Smearing of width σ shifts a number of electrons of order gσ by an energy of about σ, where g is the number of electronic states per eV and atom at the Fermi level. Lifting them costs energy, but an entropy-like term outweighs that cost, so the free energy falls in proportion to gσ². In this metal g is about 0.6, and with the right prefactor the shift is 1.5 meV/atom at a width of 0.1 eV. Doubling the width quadruples it, so a width of 0.4 eV costs about 24 meV/atom. Extrapolation to zero width removes nearly all of this from the energy, but it does nothing for the pressure or the forces.

Mo2N (R-3m, 3 atoms per cell) at fixed geometry, calculated with Ansatz 0.2.0 using scalar-relativistic PBEsol, PAW and a 420 eV plane-wave cutoff, without spin polarisation. Runs with Gaussian smearing on a 9×9×9 k mesh are compared with a Gaussian reference of 0.1 eV width on an 18×18×18 mesh. The energy is extrapolated to zero width, and pressure is positive in compression.

| occupation width (eV) | energy less reference (meV/atom) | free energy less reference (meV/atom) | pressure less reference (GPa) | largest force change (eV/Å) |
| --- | --- | --- | --- | --- |
| 0.01 | -0.814 | 0.658 | -0.073 | 0.0536 |
| 0.05 | -0.891 | 0.272 | -0.066 | 0.0428 |
| 0.1 | -0.876 | -0.722 | -0.047 | 0.0245 |
| 0.2 | -0.752 | -4.95 | 0.013 | 0.00559 |
| 0.4 | -0.223 | -22.2 | 0.294 | 0.0497 |

**Why the free energy runs away**

Smearing replaces the sharp edge between filled and empty states by a smooth one, which makes sums over a finite k mesh, the grid of electron wave vectors, better behaved. The price is an entropy-like term in the free energy F. If g is constant near the Fermi level, a Gaussian edge gives a smearing term of −gσ²/2. The electrons lifted across the edge raise the ordinary energy by gσ²/4, so F = E₀ − gσ²/4, where E₀ is the energy at zero width.

The 0.2 eV row shows how well this works. The smearing term of the reference run gives g = 0.60 per eV and atom, so going from 0.1 to 0.2 eV should change F by −(0.60/4) × (0.04 − 0.01) eV, or −4.5 meV/atom. Added to the −0.7 meV/atom already present at 0.1 eV, this predicts −5.2, against −4.95 in the table. The row at 0.1 eV served as the anchor; the one at 0.2 eV played no part in the estimate.

The same formula overshoots by about 1 meV/atom at 0.4 eV, some 5 % of the error there, because g is slightly smaller in these runs than in the reference run. The formula also explains why the free-energy error is positive at the two narrowest widths. Smearing lowers the free energy of the reference by 1.5 meV/atom, but that of a run at 0.01 eV by almost nothing.

**Why the zero-width energy hardly moves**

Because the σ² term is known, half the smearing term can be added back to F to recover E₀. That is the energy in the first result column, and between 0.01 and 0.2 eV it varies by only 0.14 meV/atom. What stays is the error of the coarse mesh. The row at 0.1 eV differs from the reference in the mesh alone and puts this error at −0.9 meV/atom, which no extrapolation in width removes. The figure takes the 18×18×18 mesh as converged, which these runs don't test.

The small remaining variation also has a reason. F changes with width as dF/dσ = −gσ/2, and inserting this into E₀ = F + gσ²/4 leaves dE₀ = (σ²/4) dg. The extrapolated energy thus moves only when g, as the smeared mesh sees it, changes with width. In the limit of a dense mesh and a flat density of states, it would not move at all.

In the opposite limit, a very narrow edge on a coarse mesh, only a few levels lie within the edge and g depends on where they fall. A high value is to be expected: with 33 electrons per cell, two to a level and an odd number of k points, some level must stay partly filled, so the Fermi level is held at a level rather than in a space between levels. At 0.01 eV the smearing term implies g = 1.16, about twice the reference value; by 0.05 eV it has dropped to 0.54, and E₀ drops with it. From 0.1 to 0.4 eV g creeps up to 0.59, and E₀ rises. The tiny rise between 0.05 and 0.1 eV isn't explained by the values of g at its two ends. The free energy shows that g dips in between: F falls by 0.994 meV/atom over this step, which by dF/dσ = −gσ/2 means an average g of 0.53, below the 0.54 at both ends. The recovery comes at a larger width and so counts for more in E₀.

The smallest energy error, −0.2 meV/atom at 0.4 eV, is therefore no proof of a better calculation. The upward drift may come from a shrinking mesh error, from a true bias of the wide edge, or from both. Separating them would take a dense-mesh run at the same width.

**Why the pressure is not protected**

Pressure is minus the volume derivative of the free energy, not of E₀, so it keeps a term (σ²/4) dg/dV. When a crystal expands, its bands narrow and g usually grows, which makes this term positive. Simple models give a growth as V^(2/3) for free electrons and as V^(5/3) for d bands. That corresponds to a slope of 1.3 to 3.3 GPa per eV².

A constant plus a σ² term, fitted to the pressure errors of all five rows, gives a slope of 2.3 GPa per eV², inside that range. The agreement supports band narrowing as the cause without proving it, since a mesh error that shrinks smoothly with width would enter the same slope. The slope doesn't rest on the widest row alone: the step from 0.1 to 0.2 eV gives 2.0 GPa per eV².

This also accounts for the near-zero pressure error at 0.2 eV. The mesh contributes −0.047 GPa at 0.1 eV, and widening to 0.2 eV adds +0.060 GPa, which leaves +0.013. If the mesh part stays about constant, as the fit assumes, two errors of opposite sign are cancelling.

A small pressure error can hide larger ones in another way. At 0.01 eV the stress is off by −0.33 GPa in the plane and by +0.44 GPa along c, yet the average over the three axes is off by only −0.07 GPa. A relaxation of the cell shape would feel the two larger errors, each about 5 % of the stress component it belongs to.

**The force is the irregular column**

Symmetry leaves only one independent force in this cell, that on Mo along c, and the column gives the absolute value of its change. The dip at 0.2 eV may therefore be a passage through zero, but the sign at the wider widths isn't known. Even if the sign does flip, a σ² law drawn through the two end rows would give a fall of only 0.006 eV/Å between 0.01 and 0.1 eV. The table shows 0.029. The likelier cause of this early fall is that a wider edge averages over more levels and so reduces the mesh error. At 0.01 eV the total error is serious: 0.054 eV/Å on a force of 0.28 eV/Å.

**What to do**

- Compare energies by their zero-width values, and never compare free energies taken at different widths.
- Don't judge forces or stresses by a steady energy. From 0.01 to 0.2 eV the energy hardly moves, while the force error changes about tenfold.
- Refine the k mesh at fixed width first, then reduce the width on the fine mesh. This keeps the two errors apart, provided the mesh is checked again at the final width, since a narrower edge needs a denser mesh.
- Don't choose a width because one error is smallest there. Here energy favours 0.4 eV, where the pressure is worst, and pressure and force favour 0.2 eV, where cancellation is likely.

The output below gives the free-energy estimate for each width, the bounds on the energy steps and the pressure fit.

Output of the analysis:

```
Half the smearing term of the reference in meV/atom: 1.501
Density of states from the reference smearing term in states/eV/atom: 0.6004
Free energy without fitted constants:
   row  half smearing term meV/atom  smeared density of states per eV and atom  predicted free energy error meV/atom  prediction less table meV/atom
  0.01                      0.02897                                      1.159                                 0.764                           0.106
  0.05                        0.338                                     0.5407                                0.4037                          0.1317
   0.1                        1.347                                     0.5388                                -0.722                               0
   0.2                        5.699                                     0.5699                                -5.225                         -0.2749
   0.4                        23.48                                     0.5869                                -23.24                          -1.037
Energy step from the row before against the identity:
   row  step meV/atom  bound from narrower width  bound from wider width
  0.05         -0.077                   -0.01545                 -0.3862
   0.1          0.015                  -0.001225                 -0.0049
   0.2          0.124                    0.07778                  0.3111
   0.4          0.529                     0.1705                  0.6821
Spread of the zero-width energy over all rows in meV/atom: 0.668
Spread of the zero-width energy up to 0.2 eV in meV/atom: 0.139
Spread of the free energy over all rows in meV/atom: 22.86
fit of pr on 5 rows: constant -0.07304 +/- 0.0021, coefficient of w2 2.287 +/- 0.028; rms 0.00292, worst 0.2 0.00544, leave-one-out rms 0.0121
Pressure slope expected for free-electron scaling in GPa/eV^2: 1.337
Pressure slope expected for d-band scaling in GPa/eV^2: 3.343
Power of volume implied by the fitted slope: 1.14
Pressure change from width 0.1 to 0.2 eV in GPa: 0.06
In-plane stress error at 0.01 eV in GPa: -0.3325
Stress error along c at 0.01 eV in GPa: 0.4437
Fall of the force error from 0.01 to 0.1 eV in eV/A: 0.0291
Same fall if a square law joined the end rows in eV/A: 0.006396
```
